A dispersion correction or a polarisable force field needs an atomic polarisability α and a C6 coefficient, and the user has to decide whether to take them from a cheap density-functional atom, rescale them, or estimate them from a formula. For the exchange-only LDA, spin-unpolarised atoms below, α has the right order along each period, but its error against the recommended value runs from −0.6 % (Li) to +46 % (C), so no single scale factor repairs it. The relations among α, C6 and C9 are much tighter than the values themselves and can be reused. Three rows carry the argument, Ne, Mg and Ar. They are the only true closed shells here; the others are spin-averaged spheres and not the ground terms of the atoms.

Neutral spherical atoms in their NIST ground configurations, from all-electron Kohn–Sham calculations using the radks radial solver with Libxc: exchange-only LDA, scalar-relativistic, spin-unpolarised, open shells spread evenly over spin and m, Fermi nucleus. Linear response is from Sternheimer equations with the Hartree and adiabatic LDA kernel, in atomic units.

| species | Z | configuration | dipole polarisability (bohr³) | uncoupled dipole polarisability (bohr³) | C6 (a.u.) | C9 (triple dipole) (a.u.) | recommended dipole polarisability (bohr³) | coupled / uncoupled |
| --- | --- | --- | --- | --- | --- | --- | --- | --- |
| Li | 3 | [He] 2s1 | 163.2 | 224.3 | 1409 | 171500 | 164.1125 | 0.728 |
| C | 6 | [He] 2s2 2p2 | 16.55 | 21.96 | 70.21 | 819.1 | 11.3 | 0.754 |
| N | 7 | [He] 2s2 2p3 | 10.07 | 12.62 | 36.20 | 255.7 | 7.4 | 0.798 |
| O | 8 | [He] 2s2 2p4 | 6.580 | 7.926 | 20.49 | 94.14 | 5.3 | 0.830 |
| F | 9 | [He] 2s2 2p5 | 4.541 | 5.320 | 12.46 | 39.32 | 3.74 | 0.854 |
| Ne | 10 | [He] 2s2 2p6 | 3.267 | 3.757 | 8.006 | 18.11 | 2.6611 | 0.869 |
| Mg | 12 | [Ne] 3s2 | 77.40 | 136.7 | 698.0 | 40050 | 71.2 | 0.566 |
| Si | 14 | [Ne] 3s2 3p2 | 52.87 | 77.52 | 452.4 | 17010 | 37.3 | 0.682 |
| Ar | 18 | [Ne] 3s2 3p6 | 12.79 | 19.20 | 76.26 | 702.7 | 11.083 | 0.666 |

The dipole polarisability α is the induced dipole per unit static field. The uncoupled value α₀ is what the Kohn–Sham orbitals give when the potential is frozen, and the ratio α/α₀ (coupled / uncoupled) measures how far the induced density screens the applied field: the lower the ratio, the stronger the screening. C6 is the coefficient of −C6/R⁶ between two like atoms, in hartree·bohr⁶, and C9 that of the three-body Axilrod–Teller term, in hartree·bohr⁹.

## Neon: the end of a fourth-power contraction

From C to Ne the number of valence electrons N doubles and α falls by a factor of 5.07. The reason is incomplete screening of the nucleus by electrons of the same shell, and a short model gives the size of the effect.

Write α = Σ f/ω², with f the oscillator strengths and ω the excitation energies. Two sums are known. The Thomas–Reiche–Kuhn rule gives Σ f = N. Closure gives Σ f/ω = 2⟨D²⟩, with D the dipole operator, and for independent electrons with all cross terms dropped ⟨D²⟩ = N⟨r²⟩/3. If a single energy ω serves for all transitions, N/ω = 2N⟨r²⟩/3, so

ω = 3/(2⟨r²⟩) and α = N/ω² = (4/9) N ⟨r²⟩².

This is Kirkwood's formula. A Slater orbital rⁿ⁻¹ exp(−Z_eff r/n) has ⟨r²⟩ = (2n+2)(2n+1)n²/(4Z_eff²), which is 30/Z_eff² for n = 2 and 126/Z_eff² for n = 3. Hence α ∝ N/Z_eff⁴ within a shell. By Slater's rules each shell-mate screens only 0.35 of a charge, so every step along a period adds 0.65 to Z_eff.

For Ne the nine other electrons are seven shell-mates and two 1s electrons at 0.85 each:

Z_eff = 10 − 7 × 0.35 − 2 × 0.85 = 5.85
⟨r²⟩ = 30/5.85² = 0.877 bohr²
α = (4/9) × 8 × 0.877² = 2.73 bohr³

The calculation gives 3.267, which is 1.196 times this. For C, Z_eff = 3.25, and the model ratio C/Ne is (5.85/3.25)⁴/2 = 5.25 against the calculated 5.07. The shrinkage is worth a factor of ten and the added electrons give back a factor of two.

One prefactor, the geometric mean of calculated over model values for C, N, O, F and Ne, comes out as 1.175 and brings these five rows within 1.8 % of the calculated α. Ne was part of that fit (2.73 × 1.175 = 3.21, or −1.7 %). Li was not, and the scaled model meets it to +0.8 %. A least-squares line through log(α/N) against log Z_eff for the same five rows has slope −3.94. With the power held at four, the unscreened Z misses by up to 14.5 % and the charge Z − 2 (complete core screening, none within the shell) by up to 29.9 %, so partial screening within the shell is what the numbers favour. The remaining drift of the ratio, from 1.154 at C to 1.196 at Ne, is smooth and far above the 0.05 % to which α is printed.

The closeness of this fit overstates what it proves. The prefactor's excess over one is smaller than the calculation's own excess over the recommended values in these five rows (21 to 46 %), and it has no physical meaning. The recommended C/Ne ratio is 4.25, so both the model and the calculation fall too steeply. And the two ingredients, N and ω, can be checked separately, with a less flattering result.

## What C6 and C9 say about the spectrum

C6 and C9 are integrals of the same response over imaginary frequency u: C6 = (3/π)∫α(iu)² du and C9 = (3/π)∫α(iu)³ du. They share the errors of α and confirm nothing about its accuracy, but they show how the oscillator strength is spread. With one pole, α(iu) = α/(1 + u²/ω²), the integrals give C6 = ¾ωα² and C9 = (9/16)ωα³ = ¾αC6. So an effective energy ω = 4C6/(3α²) and an effective electron number N_eff = αω² can be read from each row. That split is a definition. The ratio q = C9/(¾αC6), by contrast, is a test with no parameter. If the strength is spread over many energies, α(iu) has a longer tail than one pole gives, the cube weighs this tail less than the square, and q drops below one.

For Mg, ω = 4 × 698.0/(3 × 77.40²) = 0.155 hartree = 4.23 eV, N_eff = 1.87 out of two valence electrons, and ¾αC6 = 40 519 against C9 = 40 050, so q = 0.988. Mg is nearly a one-line atom, and so is Li (1.92 eV, q = 0.994). These energies lie close to the ns→np resonance lines, roughly 4.3 and 1.8 eV as recalled values, which supports reading the pole as that transition.

Ne is the opposite case. It has the lowest q of the table, 0.923, and N_eff is only 3.27 of eight. Its 2s→2p channel is closed, its response goes into states outside the valence shell, which in the short-ranged potential of this functional are essentially continuum states, and much of the strength lies so high that it adds little to α. From C to Ne, ω² grows 8.56-fold and N_eff 1.69-fold, and the quotient is the fall of 5.07. The slope of log ω against log Z_eff over these five rows is 1.83, near the hydrogenic 2, so the scaling on which the size model rests is visible in the spectrum too. The absolute values are not reproduced: Kirkwood's ω for Ne is 1.71 hartree against the effective 1.00, and its N is 8 against 3.27. Both are too high in every second-period row, and the two excesses offset each other in N/ω². The same split explains why C6 falls by only 8.77 from C to Ne when α² falls by 25.7: ω rises by a factor of 2.93 meanwhile.

## Magnesium: a soft pole that screens itself

The size model fails for all three third-period rows, overshooting by factors of about two to three. For Mg it gives Z_eff = 2.85 and α = 214 bohr³ against 77.40, and it puts Mg above Li, whereas the calculation has Li 2.11 times as polarisable as Mg and the recommended values 2.30 times. In the one-pole split Mg has 2.30 times the effective electrons of Li but 4.86 times the ω², and 4.86/2.30 = 2.11.

The table separates two contributions to this. The uncoupled ratio Li/Mg is 1.64, so the Mg orbitals are already stiffer. The second 3s electron sees a core of charge two, shielded only in part by its partner, and an s electron penetrates the neon core more than a nodeless Slater orbital allows; the latter is the probable reason why the model's 3s shell is too soft, though that is inferred and not shown. Screening supplies the remaining factor, 0.728/0.566 = 1.29.

Mg has the strongest screening of the table, and theory says why. If the induced dipole p creates a restoring field −Kp, then p = α₀(E − Kp) and α = α₀/(1 + Kα₀). K = 1/α − 1/α₀ only restates the two columns, but it shows what matters, the product Kα₀. For a single pole the same statement reads α/α₀ = ω₀²/ω², with ω₀ the orbital gap. In Mg both electrons move together in the 3s→3p transition, whose induced charge lies inside the valence shell and repels itself strongly, and this repulsion acts on a small gap. Taking the single pole literally, ω₀ = 4.23 × √0.566 = 3.18 eV, so the interaction pushes the line up by about 1 eV. A small gap, two electrons sharing it and an empty p shell are the conditions for strong screening. Mg is the only ns² atom in the table, so this cannot be checked on a second case here.

Li has the small gap and the empty p shell but one valence electron, which cannot screen itself. In exact theory Hartree and exchange response cancel for one electron, and α/α₀ would be near one apart from small core and correlation effects. The computed 0.728 is therefore largely spurious: the LDA exchange kernel cancels the Hartree term only in part, and here the electron is also split into two half-electrons of opposite spin. The uncoupled value is 37 % above the recommended one, the false screening removes almost exactly that much, and the final −0.6 % is best read as a cancellation of two errors. It says nothing for the method.

## Argon: blocked like neon, screened like silicon

Along C to Ne the screened fraction 1 − α/α₀ falls steadily from 0.246 to 0.131 as the p holes go from four to none. This fits the picture drawn for Mg. In a spherically averaged atom the s→p channel enters with the weight of the occupation difference, 2/3 for p² and zero for p⁶, and the compact, strongly self-repelling part of the response fades with it. K itself rises from 0.0149 to 0.0399 bohr⁻³ as the atom shrinks, but α₀ falls faster, by 5.85.

Ar shows that hole counting is not the whole cause. Its 3s→3p channel is as closed as 2s→2p in Ne, yet its screened fraction is 0.334, above that of Si (0.318) with four holes and above every second-period row. From Ne to Ar α₀ grows 5.11-fold while K drops only from 0.0399 to 0.0261. A likely cause is the shape of the d wave, though the table has no breakdown by channel to test it. The p→d channel carries most of the response in both Ne and Ar; what differs is where its induced charge sits. In the third period the potential is nearly strong enough to bind a compact 3d level, the continuum d wave is drawn into the valence shell, and 3p→d takes over the part of a strong, compact, collectively screened transition. In Ne the centrifugal barrier keeps the d wave outside, the induced charge sits in the tail, and it acts back weakly. The numbers agree without proving it: Ar has a narrower spectrum than Ne (q = 0.961) and uses more of its valence strength (N_eff/N = 0.618 against 0.408). The pole is still an average over the continuum, since its 16.9 eV is 1.87 times the 3p binding energy of 9.07 eV in the same calculation.

Ar also shows where the size model goes wrong. It gives 27.2 bohr³, above even the uncoupled 19.20. The radius is not at fault in this row: the occupation-weighted mean radius of the computed 3s and 3p orbitals is 1.614 bohr, slightly larger than Slater's 1.556. The fault is in the formula. With the correct ⟨D²⟩ the single-energy expression is a lower bound to α₀ (Cauchy–Schwarz inequality on the sums above), so an overshoot points to the dropped cross terms, which are the Pauli-forbidden s↔p transitions within the full shell. If s and p shared one radial function, each spin would have ⟨z²⟩ = (1/3 + 1)⟨r²⟩ in all, of which the s–p_z element, counted in both directions, takes 2/3⟨r⟩². For a Slater orbital with n = 3, ⟨r⟩² is 7/8 of ⟨r²⟩, so this is a little under half. The formula thus omits blocking and screening, which lower α, and the spread of the spectrum, which raises it.

Ne has the same blocked transitions, so its agreement must come from a balance. It has the widest spectrum and the weakest screening, and its Slater orbital is markedly more compact than the self-consistent one, as it is throughout the second period; with the self-consistent ⟨r²⟩ the formula overshoots Ne as well. Relative to the model Ar sits 0.470/1.196 = 0.39 times as high as Ne. Screening accounts for 0.666/0.869 = 0.77 of this, and the remaining factor of about one half is already present in α₀/model, largely because Slater's rules shrink Ne more than they shrink Ar. Within the third period the model still points the right way, with Si/Ar = 3.50 against the calculated 4.13, but three rows with model-to-calculation mismatches of different size do not establish a power law, and the model must not be used to step down a group: it gives Ar/Ne = 9.95 where the calculation has 3.91.

## How far the values are off, and why

The closed shells are too polarisable by 8.7 % (Mg), 15.4 % (Ar) and 22.8 % (Ne) relative to the recommended values, so spin averaging cannot be the only cause. Two causes act together. The tail of the LDA exchange potential decays exponentially instead of as −1/r and leaves the outer electrons underbound, and the functional has no correlation, whose local form deepens the potential and contracts the valence shell. For Ne and Ar both carry a sizeable part of the excess. For Mg the missing correlation is the main cause: Hartree–Fock, which has the right tail and no correlation, makes Mg more polarisable still, while LDA with correlation comes close to the recommended value. In exact Kohn–Sham theory the highest level equals minus the ionisation energy, about 16 eV for Ar as a rough recalled value, and the computed 3p level is at 9.07 eV. If α scaled as the inverse square of that binding it would be about three times too large. It is only 15 % too large. The probable reason is that much of the underbinding is a nearly constant shift of the potential inside the atom, which moves the levels but changes the orbitals and the gaps between them much less. By the same reasoning a transition between two valence-sized orbitals should be the least sensitive to the tail, which suits Mg, whose error comes mainly from the missing correlation. Spin–orbit coupling is missing, but in atoms this light it is not expected to matter at the level of tens of per cent.

The open p shells are worse at the start of the shell: +46 % for C and +42 % for Si, then +36, +24 and +21 % for N, O and F, with F slightly below Ne. Averaging over spin removes the exchange stabilisation of the high-spin ground terms and loosens the p electrons. Its share is not separated by these numbers, since every atom here was run without spin polarisation. For N, whose quartet ground state is spherical, a spin-polarised run of the same functional would test it directly; until that is done, the size of this contribution remains open. The true spin moment does not order the total errors, since N has the largest moment and C the larger error. That the two p² atoms lead suggests the open s→p channel or the weak binding of the first p electrons as the amplifier; this is a guess. Because the error shrinks from C towards F and Ne, the calculated trend is too steep, 5.07 against 4.25, and for Si/Ar 4.13 against 3.37.

## What to do

The uncoupled values are not usable as polarisabilities: they exceed the recommended ones by 37 to 108 %, and the screening that corrects them varies from 0.566 to 0.869 in a way that size does not predict.

C9 can be taken as ¾αC6. The relation overestimates the computed C9 in every row, by 0.6 % for Li (1/0.9944) up to 8.3 % for Ne (1/0.9232), and by 4 to 8 % for all rows with valence p electrons. The Slater–Kirkwood form C6 = ¾√(Nα³) with the valence count is a different matter. It errs by the factor √(N/N_eff) and overestimates the computed C6 by 3 % for Mg, 11 % for Li, 27 % for Si and Ar, and 44 to 56 % for C to Ne.

The computed C6 carries the error of α to a power. In the one-pole picture C6 ∝ α^(3/2) if N_eff stays fixed and ∝ α² if ω does. Underbinding mainly lowers ω, which argues for the first or for a still lower power: the surplus response sits at low frequency, where it adds more to α than to C6, so N_eff drops somewhat too, and for atoms with valence p electrons the power probably lies between one and 3/2. The expected excess is then tens of per cent, larger for C and Si than for Ne and Ar, an inference from the scaling and not a comparison with reference C6 values. The working rule, likewise not tested here against reference C6 values, is to take α from the recommended column, take N_eff from the calculation for the same atom, form C6 = ¾√(N_eff α³) and C9 = q × ¾αC6, and never carry a scale factor or an electron number from one shell type to another. Since an underbound atom gives a slightly low N_eff, the rule should be expected to leave C6 somewhat low for atoms with valence p electrons.
